The crystal in this table is carbon in which every atom has four neighbours, as in diamond, but with a layer sequence that repeats after four double layers. Each row holds this crystal at a fixed volume and lets the shape of the cell and the atoms relax. The questions below go from the energy to its slope, then to the change of that slope, and at last to the electrons.

Carbon (P6₃/mmc, 8 atoms per cell), computed with Ansatz 0.2.0 using PBE, PAW and plane waves to 420 eV, a 12×12×4 k mesh, and no spin polarization or dispersion correction. Cell shape and atoms were relaxed at each fixed volume to a force tolerance of 0.01 eV/Å. Energies are relative to graphite in the same functional; positive pressure means compression.

```tsv
volume (relaxed cell) (Å³/atom)	c/a (relaxed cell)	shortest distance (relaxed cell) (Å)	energy over elements (eV/atom)	pressure (GPa)
5.187	3.2993	1.496	0.218	48.62
5.358	3.2989	1.512	0.176	30.07
5.529	3.2984	1.528	0.153	13.98
5.871	3.2975	1.559	0.152	-12.12
6.042	3.2976	1.574	0.171	-22.64
6.270	3.2974	1.593	0.212	-34.55
```

*At which volume would the crystal rest if nothing pressed or pulled on it?* At none of the six. The pressure is positive where the crystal pushes outwards against a cell that is too small, and negative where it pulls inwards on a cell that is too large. It changes sign between 5.529 and 5.871 Å³/atom, so the rest volume lies between these two rows. A straight line drawn between them crosses zero at 5.71. The true curve sags below such a line, so the crossing comes slightly earlier, near 5.70.

*How can two rows have the same energy and yet such different pressures?* The energies at 5.529 and 5.871 Å³/atom differ by less than 1 meV/atom, while the pressures are about +14 and −12 GPa. Pressure isn't a measure of how high the energy is. It is the slope of the energy against volume, with the sign reversed:

$$P=-\frac{dE}{dV},$$

where $E$ is the energy and $V$ the volume, both per atom. The two rows sit at nearly equal heights on opposite walls of one well. Which of them is lower has no chemical meaning, because it depends only on where the two volumes happen to lie around the minimum.

*Do the energies and the pressures really describe the same well?* This can be tested without any adjustable number. If pressure is the slope, then the mean pressure over an interval, times the change in volume, must give the change in energy:

$$E_2-E_1\approx-\tfrac12\,(P_1+P_2)\,(V_2-V_1).$$

Take the step from 5.871 to 6.042 Å³/atom. The mean pressure is −17.38 GPa and the volume grows by 0.171 Å³/atom, so stretching costs 2.97 GPa Å³. Since 1 eV/Å³ equals 160.2 GPa, this is 18.55 meV/atom, and the total energies of the two rows differ by 18.64 meV/atom, almost the same amount.

The estimate does worst across the bottom of the well, from 5.529 to 5.871, where it gives a fall of 2.0 meV/atom against a computed 0.7. This is the widest interval, and taking the mean of the two end pressures replaces a sagging curve by a straight line. The error of such an estimate grows with the cube of the width. This interval is twice as wide as its two neighbours, which miss by about 0.16 meV/atom on average, so a miss eight times as large, near 1.3, is to be expected and gives no reason to doubt the rows. The whole comparison thus fits six rows that belong to one smooth state of the crystal. The rows are a selection, however: runs that failed or met a known fault of the program were left out, so the smoothness speaks only for the volumes shown. It doesn't show that the functional describes real carbon correctly, because energy and pressure come from the same theory.

*Is it harder to squeeze this crystal than to stretch it?* Yes, and two rows at almost equal distances from the rest volume show it. At 5.358 Å³/atom the crystal pushes back with 30 GPa; at 6.042 it pulls back with only 23 GPa. The well is steeper on its compressed side.

The cause lies in the two parts of a chemical bond. When atoms are pushed together, the valence electrons are confined to less space and the filled orbitals of neighbouring bonds are pressed into one another, and both effects raise the energy ever more steeply. When the atoms are pulled apart, the orbitals that form the bond overlap less, so the attraction weakens too. The net pull still grows over these rows, but more and more slowly. The table shows only the sum of these effects; the division into repulsion and attraction is a standard argument and wasn't computed here.

The same lopsidedness appears in the stiffness. The bulk modulus,

$$B=-V\,\frac{dP}{dV},$$

tells how much pressure a given relative change in volume costs. Taken from neighbouring rows, it averages about 570 GPa over the most compressed interval, 435 GPa over the interval around the rest volume and 320 GPa over the most stretched one. One value of the stiffness therefore serves only for small strains. Over this range the modulus rises on average by about 3.7 GPa for each GPa of added pressure.

*Where in the structure does the change in volume go?* It spreads almost evenly over all directions, and the shortest bonds take their full share. From the smallest cell to the largest, the volume grows by 21% and the shortest distance by 6.5%. The cube root of the volume also grows by 6.5%, which is what an even enlargement in all three directions would give. The ratio c/a changes by less than 0.1%, and the tiny reversal in its last digit near the stretched end is within what the relaxation left unfinished. The row at 5.871 Å³/atom stopped with a stress of −12.04 GPa along c against −12.16 GPa in the plane, which leaves c slightly too short. In so stiff a crystal such a mismatch is expected to mean a strain of the order of one part in ten thousand, a few units in the last digit of c/a.

This evenness follows from the way the atoms are linked. Strong bonds run in all directions through the network, so there is no soft direction that could give way first. In graphite the wide gaps between the layers would take up most of the change. For someone who thinks in strains, the row at 5.529 Å³/atom gives a handy measure. Its volume is 3% below the rest volume, so every edge is about 1% short, and holding it there takes 14 GPa from all sides.

*What does compression do to the electrons?* It widens the band gap, the energy between the highest filled and the lowest empty state. The same calculations give a gap of 4.76 eV in the smallest cell and 4.32 eV in the largest, with a fall at every step. The usual reason is that shorter bonds mean stronger overlap, and stronger overlap drives bonding and antibonding states further apart. This rule is no law, for in silicon the gap narrows under pressure. The sign depends on the character of the lowest empty state, so it has to be computed for each material.

The size of the effect depends on how one asks for it. Per GPa, the gap responds with 4.1 meV at the compressed end and with 7.5 meV at the stretched end, almost twice as much. It looks as if the electrons became more sensitive in the larger cell. Per relative change in volume, however, the response hardly varies: it stays at about −2.3 to −2.4 eV per unit of $\ln V$ in every interval.

The two statements are linked by the stiffness. With $E_g$ for the gap,

$$\frac{dE_g}{dP}=-\frac{1}{B}\,\frac{dE_g}{d\ln V}.$$

With the minus sign of the formula, a response of −2.4 eV and a modulus of 570 GPa give about 4 meV/GPa; with a modulus of 320 GPa the result is about 7.5. This relation holds by definition and so tests nothing. What the calculation adds is that the numerator stays nearly constant, so the change comes almost wholly from the softening of the crystal. In this range, then, the gap is better tabulated against volume or strain than against pressure.

*Can one say which of the two band edges moves?* Not from these calculations, although they seem to offer an answer. Between the smallest and the largest cell the upper edge of the filled states falls by 3.5 eV and the lower edge of the empty states by 3.9 eV. These large shifts are measured from a zero that is set by convention inside an endless crystal, and that zero need not stay in place when the volume changes. The mean electrostatic potential reported for these cells itself falls by 0.4 eV over the series, so taking it as the zero would alter both shifts by nearly as much as the gap changes. There is no surface and no vacuum to compare with. Only the difference between the two shifts, the 0.44 eV by which the gap closes, has a meaning of its own.

This matters wherever a strained region of a crystal meets an unstrained one. The energy step that an electron or a hole meets at such a boundary depends on how each edge moves on a common scale. The gap fixes only the sum of the two steps. To divide it between electrons and holes, one would need a calculation that contains both regions, or another common reference.

*Which digits would survive a change of settings?* The least secure number is the one that looks most chemical, the energy over the elements. Near the rest volume it is about 0.15 eV/atom, measured from graphite. The functional is known to place diamond roughly 0.1 eV/atom too high against graphite, so even the first decimal is in doubt. The positive sign agrees with the fact that diamond is metastable at ordinary pressure, but the size shouldn't be used to judge how metastable this form is.

An error in the graphite energy, though, moves all six rows up or down together. It leaves the slope of the well untouched, and with it the rest volume, the pressures and the stiffness. A dispersion correction would be a different matter, since it adds an attraction that itself depends on volume. It would probably shrink the rest volume a little, and it would also change the energy of graphite, whose layers are held together by just this force. The notes that accompany the data mark the three compressed rows as weakly bound and lacking this correction. That mark rests on the data makers' tests on other systems; the runs themselves gave no such warning. It also fits this crystal badly, since the bonds in those three rows are the same strong covalent ones as in the other three.

Zero-point motion is missing too. It would push the rest volume up, by roughly one per cent in diamond, because atoms that vibrate in a lopsided well spend more of their time on its gentle side. Adding this to the computed value isn't expected to bring it closer to experiment, because PBE already tends to make such covalent bonds slightly too long. The third digit of 5.70 Å³/atom therefore describes the calculation and not a real crystal.

The gap needs a similar distinction. Its absolute value is too small, as is usual for this kind of functional. It was also read on a finite mesh of electron wavevectors, which can miss the exact lowest point of the empty band. Both band edges stay at the same mesh points in all rows, so much of these errors should cancel when rows are compared. How well they cancel could be tested only with a finer mesh and a higher level of theory.
